The last three points of a curve have been covered up. The curve is u = r R(r), the radial function of the filled 3d shell of a spherical germanium atom times the radius r, from a scalar-relativistic PBE calculation. It is given once for the all-electron atom and once for a norm-conserving pseudopotential made from it. How closely can the wave at 1.76, 1.92 and 2.08 bohr be predicted from the ten known points and the all-electron level of the same run, −29.311 eV?

ONCVPSP 4.0.1, scalar-relativistic PBE: the 3d shell of a spherical Ge atom, all-electron and with an optimised norm-conserving Vanderbilt pseudopotential (core [Ar], reference valence configuration 3d10 4s2 4p2, d radius 1.05 bohr). The waves are u = r R(r), with signs chosen alike outside the d radius.

| radius (bohr) | all-electron wave (bohr^(-1/2)) | pseudo wave (bohr^(-1/2)) |
| --- | --- | --- |
| 0.160 | 0.4052 | 0.1078 |
| 0.320 | 0.9626 | 0.6089 |
| 0.480 | 1.150 | 1.173 |
| 0.640 | 1.093 | 1.290 |
| 0.800 | 0.9475 | 1.038 |
| 0.960 | 0.7865 | 0.7897 |
| 1.120 | 0.6390 | 0.6389 |
| 1.280 | 0.5131 | 0.5130 |
| 1.440 | 0.4094 | 0.4094 |
| 1.600 | 0.3256 | 0.3255 |
| 1.760 | ? | ? |
| 1.920 | ? | ? |
| 2.080 | ? | ? |

The inner rows show how the two curves are related. A 3d function has no radial node (n − l − 1 = 0), so the pseudisation removes none. It smooths a compact function inside the d radius of 1.05 bohr. At 0.32 bohr the pseudo wave is 0.6089 against 0.9626, at 0.64 bohr it is 1.290 against 1.093, and the largest sampled value moves from 0.48 to 0.64 bohr. Theory accounts for the shift: without the deep nuclear well the barrier of l = 2 holds the function off the origin for longer, and a smooth function cannot bend as sharply. Norm conservation then forces the crossing. Summing u² times the step of 0.16 bohr, the two innermost rows lose 0.113 of each electron and the next four gain 0.113. Outside the radius the known rows differ by at most 0.0001, one unit of the last digit, because the match is imposed there. One tail prediction therefore serves both columns.

The tail obeys the radial equation, in atomic units u″/u = κ² + 6/r² − 2Z(r)/r. Here κ = √(2|E|) = 1.468 /bohr comes from the level E, 6/r² is the centrifugal barrier l(l+1)/r², and Z(r) is the screened charge defined by writing the Kohn-Sham potential as −Z(r)/r. Relativistic terms matter near the nucleus and are dropped here. If barrier and attraction cancelled, which needs Z = 3/r, the wave would fall as exp(−κr).

The row at 1.44 bohr shows how near the atom is to that. Its second difference gives u″/u = (0.5131 − 2 × 0.4094 + 0.3256)/(0.16² × 0.4094) = 1.899, uncertain by 0.02 from rounding. Then Z = (2.154 + 2.894 − 1.899) × 1.44/2 = 2.27, against 3/r = 2.08. At 1.12 bohr the same steps give 3.15 against 2.68. Attraction still wins, by a shrinking margin; this is inferred from the tabulated wave with κ assumed, not read from the potential itself. The local decay rate s = −d ln u/dr says the same: 1.371, 1.411 and 1.431 /bohr over the last three known intervals, rising towards κ in steps of 0.040 and 0.020.

Two extrapolations from the row at 1.60 bohr need no fitted constant. Freezing the rate at 1.431 gives 0.3256 × exp(−1.431 × 0.16) = 0.2590 at 1.76 bohr, too high if the rate keeps rising. Jumping at once to κ gives 0.3256 × exp(−1.4678 × 0.16) = 0.25745, too low if attraction still wins there and for some way beyond. The norm offers a separate check. The known all-electron rows leave 0.0289 of the unit norm for larger radii, and a geometric tail holding that charge has a mean rate of 1.444 ± 0.013 /bohr. That bar covers rounding alone, not the coarseness of the grid.

The forecasts are these. The wave stays positive and falls monotonically. The rate lies between 1.43 and 1.47 and still rises slowly. The values lie in 0.2574–0.2590 at 1.76 bohr, 0.2036–0.2059 at 1.92 and 0.1610–0.1638 at 2.08. Pseudo and all-electron values agree within 0.0001.

A fitted model gives a second prediction. With Z = c + A exp(−br), the decaying solution was integrated inward from 8 bohr, and A, b and the amplitude were fitted by least squares to known all-electron rows. The main version has c = 0, as suits a neutral atom far out, and uses the five rows from 0.96 to 1.60 bohr. It predicts 0.2566 ± 0.0019, 0.2018 ± 0.0031 and 0.1582 ± 0.0042, where each bar is the largest shift on setting c = 1, starting the fit at 0.80 or 1.12 bohr, or doing both, plus rounding. The known rows already speak against it: its residuals reach 0.0006, about ten times the rounding, its centres fall below all three ranges, and a fit stopped at 1.28 bohr undershoots the row at 1.60 by 0.0056.

The withheld rows as computed:

| radius (bohr) | all-electron wave (bohr^(-1/2)) | pseudo wave (bohr^(-1/2)) |
| --- | --- | --- |
| 1.760 | 0.2584 | 0.2584 |
| 1.920 | 0.2048 | 0.2048 |
| 2.080 | 0.1622 | 0.1621 |

All four forecasts hold. The step factors are 0.7936, 0.7926 and 0.7920, and the rates 1.445, 1.453 and 1.458 /bohr; the last rise is about as large as the rounding uncertainty of 0.004. At 2.08 bohr the computed 0.1622 lies between the pure-κ value, 0.8 % low relative to it, and the frozen-rate value, 1.0 % high. The hit is modest, since the last known rate was already 0.975 of κ and the bracket left little room.

The fitted model did worse than either unfitted line. It is low by 0.7, 1.5 and 2.5 % of the computed values, at 0.9, 1.0 and 1.0 of its bars: barely inside, on the same side each time, and at the outer two radii only because the bar was wide enough to reach the c = 1 versions. Its rates over the last two steps, 1.502 and 1.520 /bohr, exceed κ, which locates the fault. At 2.08 bohr its charge is 8.16 × exp(−0.868 × 2.08) = 1.34, below 3/r = 1.44, so the barrier wins too early and the tail is cut too fast. With c = 1 and the same five rows the values are 0.2581, 0.2045 and 0.1620, low by 0.0003 or less. That version was not the stated prediction, although its back-test miss at 1.60 bohr, 0.0014, was the smaller one.

The comparison shows that Z falls more slowly beyond 1.6 bohr than one exponential fitted further in. The likely cause is shell structure. Near 1 bohr the screening still changes quickly as the outer part of the 3d shell is passed, whereas the four 4s and 4p electrons are spread further out and screen only partly at 2 bohr, and exchange-correlation adds attraction wherever they have density. The constant 1 merely stands in for this slower part. It is not the −1/r tail of the exact potential, which PBE lacks, and A and b trade against each other and mean nothing separately. For a neighbouring element κ sets the scale: a more deeply bound 3d level, as in arsenic, gives a steeper tail, and a shallower one, as in gallium, a longer tail.

The agreement of the two columns, again within 0.0001, tests only the construction. This potential has two bound ghosts, the deeper in the s channel at −140.1 eV and the other in the p channel. With 3s and 3p in the core both states are spurious, a d curve cannot show them, and a calculation on a solid could fill them. One more ghost flag lies at positive energy and may be harmless. In the d channel the run's ghost test finds only the true 3d level and gives no warning. That clears the d channel of bound ghosts but not the potential, whose settings were drawn at random and which should not be used. The single level also ignores the spin-orbit splitting of the 3d shell, which would give two slightly different values of κ.

The upper limit κ held over these rows but is not a strict bound. Since s′ = s² − u″/u, the rate of the decaying solution is set by u″/u just outside the point, and the PBE charge of a neutral atom must eventually fall below 3/r. The rate should then approach κ from above. At the last interval it is 1.458, still 0.010 below κ and rising: at what radius does it cross?
